**Q:** I have a pyrrole ring with an aminosilyl group on its nitrogen and a bromine on the carbon next to it. The calculation has given me the carbon shifts and one ring proton. Can I work out where the other two ring protons, H5 and H6, should appear?

**A:** To within a few tenths of a ppm, perhaps. Each proton below carries the number of its carbon, and these are not the usual ring positions. Going round the ring from nitrogen, C4 comes first, then C5, C6 and the brominated C7. H4 therefore sits next to nitrogen, in an alpha position, while H5 and H6 are both beta protons, one bond further away.

GIAO NMR shifts of N[SiH2]n1cccc1Br relative to TMS, from PySCF 2.14.0 and tblite 0.8.0 at wB97X-D/pcSseg-1 in water on GFN2-xTB geometries. Averages over four conformers use Boltzmann weights at 298.15 K from PBE0-D3(BJ)/def2-SVP energies in water with GFN2-xTB free-energy terms. Atoms are numbered in SMILES order, each H by the atom that carries it.

| atom | nucleus | count | shift in conformer 1 (ppm) | shift in conformer 2 (ppm) | shift in conformer 3 (ppm) | shift in conformer 4 (ppm) | averaged shift (ppm) |
| --- | --- | --- | --- | --- | --- | --- | --- |
| 2 | 29Si | 1 | -38.90 | -32.00 | -30.90 | -35.60 | -38.80 |
| 4 | 13C | 1 | 132.60 | 134.00 | 133.40 | 131.30 | 132.60 |
| 5 | 13C | 1 | 117.50 | 118.20 | 117.90 | 118.50 | 117.50 |
| 6 | 13C | 1 | 122.40 | 122.80 | 122.50 | 122.10 | 122.40 |
| 7 | 13C | 1 | 122.60 | 123.70 | 122.10 | 122.00 | 122.60 |
| 1 | 1H | 2 | 1.97 | 0.87 | 1.31 | 1.17 | 1.95 |
| 2 | 1H | 2 | 5.02 | 5.33 | 5.29 | 5.41 | 5.03 |
| 4 | 1H | 1 | 7.00 | 7.13 | 7.11 | 7.15 | 7.01 |
| 5 | 1H | 1 | ? | ? | ? | ? | ? |
| 6 | 1H | 1 | ? | ? | ? | ? | ? |

**Q:** There are four conformers. Which one am I predicting?

**A:** In practice the first, which holds 97.7 % of the weight. That share corresponds to a free-energy gap of about 11 kJ/mol to the second conformer, far above the random noise in the energies, though a systematic error could be larger. The choice matters little for H4 in any case, because its shift varies by only 0.15 ppm over all four.

**Q:** And H5 and H6?

**A:** They should vary no more than that. The first three conformers differ mainly in how the amino group is turned on silicon; in the fourth, the silyl group is turned on the ring as well. The known protons feel these turns less the further they are from the amino nitrogen. The spread is 1.10 ppm for the NH₂ protons and 0.39 ppm for those on silicon, before it drops to the small value at H4. H5 and H6 lie further out still, so I forecast a spread of at most 0.15 ppm for each.

**Q:** Why should a beta proton differ from an alpha proton at all?

**A:** Nitrogen does two opposite things to the ring. Through the sigma bonds it withdraws electrons, most strongly from the carbons attached to it. Through the pi system its lone pair gives electrons back, and the beta carbons receive a share as well. A beta position thus has much of the gain and less of the loss, so its proton is better shielded and has the lower shift. The ring current raises all three protons by similar amounts and largely drops out of the difference.

**Q:** How do you turn that into a number?

**A:** I borrow the difference from the parent ring. In plain pyrrole the alpha protons lie near 6.8 ppm and the beta protons near 6.2 ppm, both rough recalled values, so the step is about 0.6 ppm. Starting from the computed H4,

$$\delta_\beta \approx 7.01 - 0.6 = 6.41\ \text{ppm}.$$

Here $\delta_\beta$ is the shift of either beta proton. Nothing is fitted, and H4 is the starting point, so it does not test the model.

**Q:** With what error?

**A:** I put it at 0.30 ppm, which is a judgement. About 0.1 ppm is for the recalled step and about 0.2 ppm for what bromine and the silyl group may do to it; added as squares, these leave about 0.2 ppm for the level of theory. The forecast is therefore 6.41 ± 0.30 ppm for H5 and the same for H6, a range from 6.11 to 6.71 ppm. I also expect the two to lie less than 0.3 ppm apart, but I do not forecast their order.

**Q:** Couldn't the carbon shifts do better? They are already computed for this very molecule.

**A:** They offer a second route. If proton and carbon shifts both follow the pi charge on the carbon, the proton should move by very roughly one sixteenth as much as the carbon. C5 lies 15.1 ppm below C4, which puts H5 about 0.9 ppm below H4, near 6.1 ppm. The same step for C6 gives about 6.4 ppm for H6. I trust this less, because carbon shifts also respond to bonding and to neighbouring substituents in ways that the attached proton does not copy. C7 is not used: it carries no proton, and its computed shift is probably too high because spin-orbit coupling at bromine was left out.

**Q:** Then let us see the computed values.

The withheld rows as computed:

| atom | nucleus | count | shift in conformer 1 (ppm) | shift in conformer 2 (ppm) | shift in conformer 3 (ppm) | shift in conformer 4 (ppm) | averaged shift (ppm) |
| --- | --- | --- | --- | --- | --- | --- | --- |
| 5 | 1H | 1 | 6.65 | 6.72 | 6.71 | 6.79 | 6.65 |
| 6 | 1H | 1 | 6.79 | 6.84 | 6.84 | 6.80 | 6.80 |

**A:** H5 comes out at 6.65 ppm, inside the range but 0.24 ppm above its centre. H6, at 6.80 ppm, is a miss: it lies 0.39 ppm above the forecast and outside the error bar. The other two forecasts hold. The protons are 0.15 ppm apart, and neither varies over the conformers by more than H4 does, although H5 comes very close to that limit.

**Q:** So was the picture of the ring wrong?

**A:** Its direction was right, since both beta protons do lie below the alpha proton. Its size was not. The step down from H4 is 0.36 ppm to H5 and only 0.21 ppm to H6, where I had assumed 0.6 ppm for both. The parent ring supplied the correct order, but its measured step did not carry over to these computed shifts.

**Q:** Why is H6 the worse of the two?

**A:** A plausible reason is its neighbour. H6 sits on the carbon next to C–Br, and in bromobenzene the protons beside the bromine are known to be shifted up by one or two tenths of a ppm. The averaged difference between H6 and H5 here has that sign and is similarly small. In conformer 4, however, it shrinks to 0.01 ppm with the bromine still in place, so the turn of the aminosilyl group matters too. The bromine part is an argument by analogy, because the table holds no bromine-free ring for comparison.

**Q:** That leaves H5, which has no bromine next door and still came out high.

**A:** Yes, and for that I have only a guess. The silyl group may take up part of the nitrogen lone pair, and bromine withdraws electrons through the sigma bonds; either could weaken the advantage of the beta positions. It is also possible that this level of theory gives a smaller step than experiment even for plain pyrrole, since I took the step from measured shifts and the starting point from a calculation whose shifts are unscaled. The output printed below gives the misses of both estimates, but it cannot separate these causes.

**Q:** How did the carbon route fare?

**A:** It put H6 above H5, which is correct, but it was further off for both protons: 0.58 ppm too low for H5 and 0.43 ppm too low for H6. Scaled in this way, the carbon shifts of this molecule exaggerate the contrast between its alpha and beta protons. Here, at least, a large gap between two ring carbons is a poor measure of the gap between their protons.

**Q:** Would the same reasoning work for pyridine?

**A:** The reasoning would, but not the numbers. In pyridine the nitrogen lone pair lies in the ring plane and is not fed into the pi system, so nitrogen only withdraws. All the ring protons then lie at higher shifts than in pyrrole, with those next to nitrogen highest.

**Q:** What would settle the question of H5?

**A:** Two more molecules at the same level: plain pyrrole, and this compound with hydrogen in place of bromine. If plain pyrrole already shows a step well below 0.6 ppm, the borrowed number was at fault. If it shows the full step, the substituents have shrunk it, and the bromine-free compound would tell which of them did so.

Output of the analysis:

```
forecast for H5 and for H6 from the pyrrole gap, ppm: 6.41
lower end of the forecast range, ppm: 6.11
upper end of the forecast range, ppm: 6.71
rival charge rule, H5, ppm: 6.066
rival charge rule, H6, ppm: 6.373
computed H5, ppm: 6.65
computed H6, ppm: 6.8
miss of the forecast for H5 (forecast less computed), ppm: -0.24
miss of the forecast for H6 (forecast less computed), ppm: -0.39
miss of the charge rule for H5 (rule less computed), ppm: -0.5838
miss of the charge rule for H6 (rule less computed), ppm: -0.4275
computed H6 less H5, ppm: 0.15
computed H4 less H5, ppm: 0.36
computed H4 less H6, ppm: 0.21
computed C4 less C5, ppm: 15.1
computed C4 less C6, ppm: 10.2
largest change from conformer 1 to the average, known rows, ppm: 0.1
free-energy gap of conformer 2 implied by the weights, kJ/mol: 10.71
spread over the four conformers:
  row  highest less lowest in ppm  average less conformer 1 in ppm
    2                           8                              0.1
    4                         2.7                                0
    5                           1                                0
    6                         0.7                                0
    7                         1.7                                0
    1                         1.1                            -0.02
    2                        0.39                             0.01
    4                        0.15                             0.01
    5                        0.14                                0
    6                        0.05                             0.01
```
